\section*{Notes: the Lorentz factor from one node and one sphere, for Weissenberg layers of KH$_2$PO$_4$}

I want the Lorentz factor from a model small enough to integrate exactly, so that I can see where the point-node formula holds and what replaces its divergence. One reciprocal-lattice node of finite width, one Ewald sphere and one rotation axis are enough.

\subsection*{Conventions}

Reciprocal vectors carry no $2\pi$ and are multiplied by $\lambda$, so the Ewald sphere has unit radius. The unit vectors $\mathbf s_0$ and $\mathbf s$ point along the incident and scattered beams, and the sphere is centred at $-\mathbf s_0$. The axis is $\mathbf e=\hat{\mathbf z}$ and the angular speed is $\omega$. The node centre and the incident beam are
\begin{equation}
\boldsymbol\rho=(\xi\cos\phi,\ \xi\sin\phi,\ \zeta),\qquad
\mathbf s_0=(\cos\mu,\ 0,\ -\sin\mu),
\end{equation}
with $\phi=\omega t$. When the node centre lies on the sphere,
\begin{equation}
\mathbf s=\mathbf s_0+\boldsymbol\rho=(\cos\nu\cos\gamma,\ \cos\nu\sin\gamma,\ \sin\nu),\qquad \sin\mu+\sin\nu=\zeta .
\end{equation}
Here $\gamma$ is the angle between the projections of the two beams on the equatorial plane. I count $\mu$ and $\nu$ positive on opposite sides of that plane, so equi-inclination reads $\nu=\mu$. The beam is parallel and monochromatic. The theory is kinematic, without absorption or extinction.

Near the node, a crystal of $N$ cells of volume $V_c$ has the X-ray cross-section $d\sigma/d\Omega=r_e^2P|F|^2(N\lambda^3/V_c)\,p$. Here $r_e$ is the classical electron radius, $P$ the polarisation factor, $F$ the structure factor in electrons, and $p$ the node shape, normalised to one over the dimensionless reciprocal space. I hold $P$ and $F$ constant across the node. With incident energy flux $I_0$, the energy collected in one passage is
\begin{equation}
E=\frac{I_0}{\omega}\,r_e^2P|F|^2\,\frac{N\lambda^3}{V_c}\,L,\qquad
L=\int_{\rm passage}G\,d\phi,\qquad G=\oint p\,d\Omega .
\label{eq:def}
\end{equation}
This defines $L$. For monochromatic neutrons $r_e^2P|F|^2$ becomes the squared nuclear structure factor and $L$ is unchanged.

\subsection*{The general statement}

The node moves with velocity $\omega\,\mathbf e\times\boldsymbol\rho$, and the normal of the sphere at the crossing point is $\mathbf s$. With $\boldsymbol\rho=\mathbf s-\mathbf s_0$ the normal speed is
\begin{equation}
v_n=\omega\,\mathbf s\cdot(\mathbf e\times\boldsymbol\rho)=-\omega\,\mathbf s\cdot(\mathbf e\times\mathbf s_0)=-\omega\,\mathbf e\cdot(\mathbf s_0\times\mathbf s).
\end{equation}
For a point node $G=\delta(\epsilon)$, with $\epsilon$ the distance of the node from the sphere, and so $L=\omega/|v_n|$:
\begin{equation}
L=\frac{1}{|\mathbf e\cdot(\mathbf s_0\times\mathbf s)|}=\frac{1}{\cos\mu\,\cos\nu\,|\sin\gamma|}.
\label{eq:general}
\end{equation}
The second form is the $z$ component of the cross product. On the equator with a normal beam, $\mu=\nu=0$, $\gamma=2\theta$ and $L=1/\sin2\theta$. In equi-inclination $L=1/(\cos^2\mu\,|\sin\gamma|)$.

\subsection*{The model}

I give the node the isotropic shape
\begin{equation}
p(q)=\frac{w}{\pi^2\,(q^2+w^2)^2},
\end{equation}
where $q$ is the distance from its centre. It is the normalised Fourier transform of a lattice correlation that decays as $\exp(-r/\ell)$, with $w=\lambda/(2\pi\ell)$. An isotropic node looks the same however the crystal is turned, so $G$ depends only on the distance $D=|\mathbf s_0+\boldsymbol\rho|$ between node centre and sphere centre. A point of the sphere at polar angle $\arccos u$ from that line has $q^2=1+D^2-2Du$. With $A=1+D^2+w^2$,
\begin{equation}
G=\frac{2w}{\pi}\int_{-1}^{1}\frac{du}{(A-2Du)^2}=\frac{4w}{\pi\,(A^2-4D^2)} .
\end{equation}
The denominator rearranges to $A^2-4D^2=(D^2-1+w^2)^2+4w^2$. With $\eta=(D^2-1)/2$,
\begin{equation}
G=\frac1\pi\,\frac{w}{(\eta+w^2/2)^2+w^2}.
\label{eq:G}
\end{equation}
This is an exact Lorentzian in $\eta$, with the curvature of the sphere included. The rotation enters $\eta$ as one harmonic, because $D^2=1+2\,\mathbf s_0\cdot\boldsymbol\rho+\rho^2$:
\begin{equation}
\eta=a+b\cos\phi,\qquad a=\tfrac12(\xi^2+\zeta^2)-\zeta\sin\mu,\qquad b=\xi\cos\mu .
\end{equation}
The function is even in $\phi$, so a full turn holds two equivalent passages, and I define $L_w$ as half the full-turn integral. Set $z=a+w^2/2-iw$. Then $G=\pi^{-1}\,{\rm Im}\,(z+b\cos\phi)^{-1}$. The substitution $v=e^{i\phi}$ gives the contour integral of $2/[i(bv^2+2zv+b)]$ round the unit circle. The two roots have product one, one of them lies inside, and its residue gives $2\pi/\sqrt{z^2-b^2}$ on the branch that tends to $z$ at large $|z|$. For ${\rm Im}\,z<0$ that branch is $-i\sqrt{b^2-z^2}$ with the principal root: the two agree for $z$ on the negative imaginary axis, and $b^2-z^2$ never reaches the negative real axis while $w>0$. Hence
\begin{equation}
L_w={\rm Re}\left[b^2-\left(a+\tfrac12w^2-iw\right)^2\right]^{-1/2}.
\label{eq:Lw}
\end{equation}
This closed form holds for every node, reachable or blind, and it is finite for $w>0$.

\subsection*{Comparison with the general statement}

As $w\to0$, Eq.~(\ref{eq:Lw}) tends to $1/S$ with $S^2=b^2-a^2$ if $|a|<b$, and to zero if $|a|>b$. At the crossing $\cos\phi=-a/b$, so $S=b|\sin\phi|$. The triple product is $\mathbf e\cdot(\mathbf s_0\times\mathbf s)=\cos\mu\;s_y=\xi\cos\mu\sin\phi=b\sin\phi$. The model therefore reproduces Eq.~(\ref{eq:general}) exactly in the point limit.

To read off the blind regions I use $\sin\nu=\zeta-\sin\mu$, which turns $a$ into $\tfrac12(\xi^2+\cos^2\mu-\cos^2\nu)$. Factoring $(b-a)(b+a)$ gives
\begin{equation}
S^2=\tfrac14\left[(\cos\mu+\cos\nu)^2-\xi^2\right]\left[\xi^2-(\cos\mu-\cos\nu)^2\right].
\label{eq:heron}
\end{equation}
So $S$ is twice the area of the triangle with sides $\cos\mu$, $\cos\nu$ and $\xi$. A node diffracts if $|\cos\mu-\cos\nu|<\xi<\cos\mu+\cos\nu$. At the inner edge $\gamma=0$ and at the outer edge $\gamma=\pi$. There the orbit of the node only touches the sphere and the point-node $L$ diverges as the inverse square root of the distance from the edge. For a normal beam the inner edge is $\xi_{\min}=1-\sqrt{1-\zeta^2}\approx\zeta^2/2$, the boundary of the cusp-shaped blind region along the axis.

In equi-inclination $\zeta=2\sin\mu$, so $a=\xi^2/2$ and the inner edge shrinks to $\xi=0$. The cusp has collapsed on to the axis. Since $4\sin^2\theta=\xi^2+\zeta^2$, I get $\cos^2\mu-\xi^2/4=\cos^2\theta$ and
\begin{equation}
L_{\rm eq}=\frac{1}{\cos^2\mu\,|\sin\gamma|}=\frac{1}{\xi\cos\theta}=\frac{1}{2\cos\theta\sqrt{\sin^2\theta-\sin^2\mu}},\qquad \xi=2\cos\mu\sin\tfrac{|\gamma|}{2}.
\label{eq:equi}
\end{equation}
The two simple zeros $\xi\mp(\cos\mu-\cos\nu)$ have merged, so the divergence at the axis goes as $1/\xi$. A second divergence remains at $\theta=90^\circ$. The ratio to the equatorial factor is $L_{\rm eq}\sin2\theta=2\sin\theta/\xi$, which depends on the lattice alone and not on $\lambda$.

Equation~(\ref{eq:heron}) gives one more fact. At fixed $\sin\mu+\sin\nu$, the sum $\cos\mu+\cos\nu$ is largest at $\mu=\nu$, because $\sqrt{1-t^2}$ is concave, and the difference vanishes there. Both brackets are then maximal. Equi-inclination gives every node with $\xi>0$ its smallest $L$, and a small missetting of $\mu$ changes $L$ only in second order.

Expanding Eq.~(\ref{eq:Lw}) in $w$, the bracket is $S^2+2iaw+(1-a)w^2+O(w^3)$. The linear term is imaginary and drops out of the real part, which leaves
\begin{equation}
\frac{L_w}{L}-1\simeq-w^2\left[\frac{1-a}{2S^2}+\frac{3a^2}{2S^4}\right].
\label{eq:corr}
\end{equation}
At an edge with $a=b\gg w$ the bracket is close to $2ibw$, and $L_w\simeq(2bw)^{-1/2}\cos(\pi/4)=1/(2\sqrt{bw})$. Near the axis in equi-inclination, $\xi\ll1$, the term $a$ is negligible and $L_w\simeq(\xi^2\cos^2\mu+w^2)^{-1/2}$. On the axis $L_w=1/[w(1+w^2/4)]$.

\subsection*{Numbers for KH$_2$PO$_4$}

All inputs in this paragraph are typical values. At an assumed 295 K the crystal is in its tetragonal phase, space group $I\bar42d$, well above the ferroelectric transition near 123 K, with $a_c=7.453$ \AA{} and $c_c=6.975$ \AA. The mean Cu K$\alpha$ wavelength is $\lambda=1.5418$ \AA, which corresponds to 8042 eV. The reflection conditions are $h+k+l=2n$ in general and $2h+l=4n$ for $hhl$, hence $l=4n$ for $00l$.

I rotate about $c$, so $\zeta=l\lambda/c_c$ and $\xi=(\lambda/a_c)\sqrt{h^2+k^2}$. Every entry below is computed from the unrounded ratios and is the model's value for these inputs. The last digit serves to compare formulas and would move with the last digit of the cell.

\begin{center}
\begin{tabular}{cccc}
$l$ & $\zeta$ & $\mu$ equi-inclination (deg) & $\xi_{\min}$ normal beam\\ \hline
1 & 0.2210 & 6.35 & 0.0247\\
2 & 0.4421 & 12.77 & 0.1030\\
3 & 0.6631 & 19.36 & 0.2515\\
4 & 0.8842 & 26.24 & 0.5329
\end{tabular}
\end{center}

\begin{center}
\begin{tabular}{cccccc}
$hkl$ & $\xi$ & $\gamma$ equi (deg) & $L_{\rm eq}$ & $1/\sin2\theta$ & $L$ normal beam\\ \hline
200 & 0.4137 & 23.88 & 2.470 & 2.470 & 2.470\\
101 & 0.2069 & 11.95 & 4.890 & 3.342 & 4.957\\
112 & 0.2926 & 17.25 & 3.545 & 1.956 & 3.897\\
103 & 0.2069 & 12.59 & 5.155 & 1.535 & blind\\
204 & 0.4137 & 26.67 & 2.769 & 1.174 & blind\\
224 & 0.5851 & 38.07 & 2.016 & 1.112 & 6.151
\end{tabular}
\end{center}

On the zero layer the three factors coincide. On upper layers $L_{\rm eq}$ lies below the normal-beam value, as the minimum property demands. The nodes 103 and 204 sit inside the normal-beam cusp and are ordinary reflections in equi-inclination. The node 224 lies just outside the cusp, at $\xi=0.5851$ against $\xi_{\min}=0.5329$, and its normal-beam factor is 3.05 times the equi-inclination one. If I divided the 103 intensity by $1/\sin2\theta$ in place of $L_{\rm eq}$, I would get $|F|^2$ too large by $2\sin\theta/\xi=3.36$. The polarisation factor still needs the true scattering angle, $\cos2\theta=\cos^2\mu\cos\gamma-\sin^2\mu$, and not $\gamma$. The translation of the film in a Weissenberg camera moves and reshapes the spots but does not change the energy per passage in Eq.~(\ref{eq:def}).

For the width I assume an illustrative $\ell=100$ nm, which gives $w=2.454\times10^{-4}$. Equation~(\ref{eq:corr}) then yields a relative change of $-7.3\times10^{-7}$ for 101 in equi-inclination and $-4.1\times10^{-5}$ for 224 with a normal beam. The second is the largest change among the tabulated factors: it lowers $L$ by $2.5\times10^{-4}$ and moves the last printed digit from 6.151 to 6.150. The other entries keep their printed digits. A node placed on the normal-beam cusp edge of layer 4, where $a=b=\xi_{\min}$, has $L_w=43.7$ in place of infinity.

The real exception is 004. It is allowed by the space group and has $\xi=0$. In the equi-inclination setting of layer 4 it has $a=b=0$, stays on the sphere through the whole turn, and the model gives $L_w=4075$, which is $1/w$. This number is no Lorentz factor. The node never sweeps through the sphere, $G$ is constant, and the collected energy measures the peak height times the exposure. It also depends on terms that I neglected and that exceed $w$ several times. A missetting of $\mu$ by an assumed $\delta=0.1^\circ$ shifts $a$ by $\zeta\cos\mu\,\delta=1.4\times10^{-3}$ in size, which by Eq.~(\ref{eq:G}) cuts $G$ to 0.03 of its peak, and it opens a blind disc of radius about $\zeta\delta=1.5\times10^{-3}$ round the axis. A mosaic tilt of the same angle displaces the node along the normal by up to the same amount. The typical K$\alpha_1$--K$\alpha_2$ separation $\Delta\lambda=0.0038$ \AA{} scales $\zeta$ at fixed $\mu$, so the two components differ in $a$ by $(\zeta-\sin\mu)\,\zeta\,\Delta\lambda/\lambda=\tfrac12\zeta^2\Delta\lambda/\lambda=9.6\times10^{-4}$. The values 43.7 and 4075 are therefore the model's, and a laboratory beam would round both divergences off at lower values. The $00l$ intensities have to come from a mounting about another axis. For the tabulated nodes these extra broadenings, of order $10^{-3}$, remain small against $S$, which is smallest for 224 with a normal beam, at 0.163.

\subsection*{The same step for silicon}

For silicon turned about [001], with the typical $a_c=5.431$ \AA{} and the same $\lambda$, the node 113 has $\zeta=0.8517$ and $\xi=0.4015$. The normal-beam cusp reaches to $\xi_{\min}=0.4759$ on that layer, so the node is blind. In equi-inclination Eq.~(\ref{eq:equi}) gives the model value $L_{\rm eq}=2.823$, which is $\sqrt{11/2}=2.345$ times $1/\sin2\theta$. The geometric factor carries over, but Eq.~(\ref{eq:def}) applies only to a thin or imperfect sample, because a large perfect silicon crystal diffracts dynamically and its integrated intensity is no longer proportional to $|F|^2$.